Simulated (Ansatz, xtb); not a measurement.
**Loss of CH4: CH8BN → BH2(NH2) + CH4**

Species: CH8BN `[BH3-][NH2+]C`, singlet; BH2(NH2), singlet; CH4 (methane) `C`, singlet. 

Shapes, held fixed at every level: PBE0-D4/def2-TZVP. Programs: Ansatz 0.2.0, xtb 6.7.1. The zero-point and thermal change to 298 K, harmonic and unscaled (PBE0-D4/def2-TZVP), is -10.1 kJ/mol.

| level | kind | ΔH(298 K) (kJ/mol) | less CCSD(T)/CBS estimate | CPU time (sum over the molecules) |
| --- | --- | --- | --- | --- |
| GFN1-xTB | semi-empirical | -107.0 | -9.1 | 0.09 s |
| PBE-D4/def2-TZVPP | GGA | -88.4 | +9.5 | 6.8 s |
| BHLYP-D4/def2-TZVPP | global hybrid | -104.6 | -6.7 | 6.5 s |
| PBE0-D4/def2-TZVPP | global hybrid | -86.3 | +11.6 | 7.1 s |
| B2PLYP/def2-TZVPP | double hybrid | -109.6 | -11.7 | 11 s |
| MP2/def2-SVP | perturbation theory | -91.2 | +6.7 | – |
| CCSD(T)/def2-SVP | coupled cluster or CI | -91.1 | +6.8 | 5.4 s |
| CCSD(T)/def2-TZVPP | coupled cluster or CI | -95.6 | +2.3 | 1.9 min |
| CCSD(T)/CBS estimate | coupled cluster or CI | -97.9 | 0.0 | 3.3 min |

The highest level, CCSD(T)/CBS estimate, gives ΔH(298 K) = -97.9 kJ/mol; the levels span -109.6 to -86.3. The column of differences is taken from that level and isn't an error. No measured value is set beside it here. The CBS estimate extrapolates MP2 from def2-TZVPP and def2-QZVPP and adds CCSD(T) − MP2 in the triple-zeta set, cores frozen. Times are processor times on shared x86 and Arm servers, and rough.

Loss of methane from methylamine-borane is clearly exothermic at every level, and the thermal term of -10.1 kJ/mol shows that most of the driving force is electronic. A B–H and a C–N bond are exchanged for a strong C–H bond, while the dative B–N bond of the adduct becomes the shorter, stronger bond of aminoborane, in which the nitrogen lone pair donates into the empty boron p orbital. This π donation offsets much of the cost of losing four-coordinate boron.

MP2 and CCSD(T) nearly coincide in the def2-SVP basis, whereas the coupled-cluster value becomes steadily more negative as the basis grows, which suggests that basis-set incompleteness matters more here than correlation beyond second order. The density functionals scatter on both sides of the best estimate, but none changes the sign.

The exothermicity doesn't make this the preferred decomposition route: amine-boranes bearing N–H bonds typically lose H2, pairing a protic N–H with a hydridic B–H hydrogen, while methane loss must cleave a strong C–N bond, probably over a high barrier.
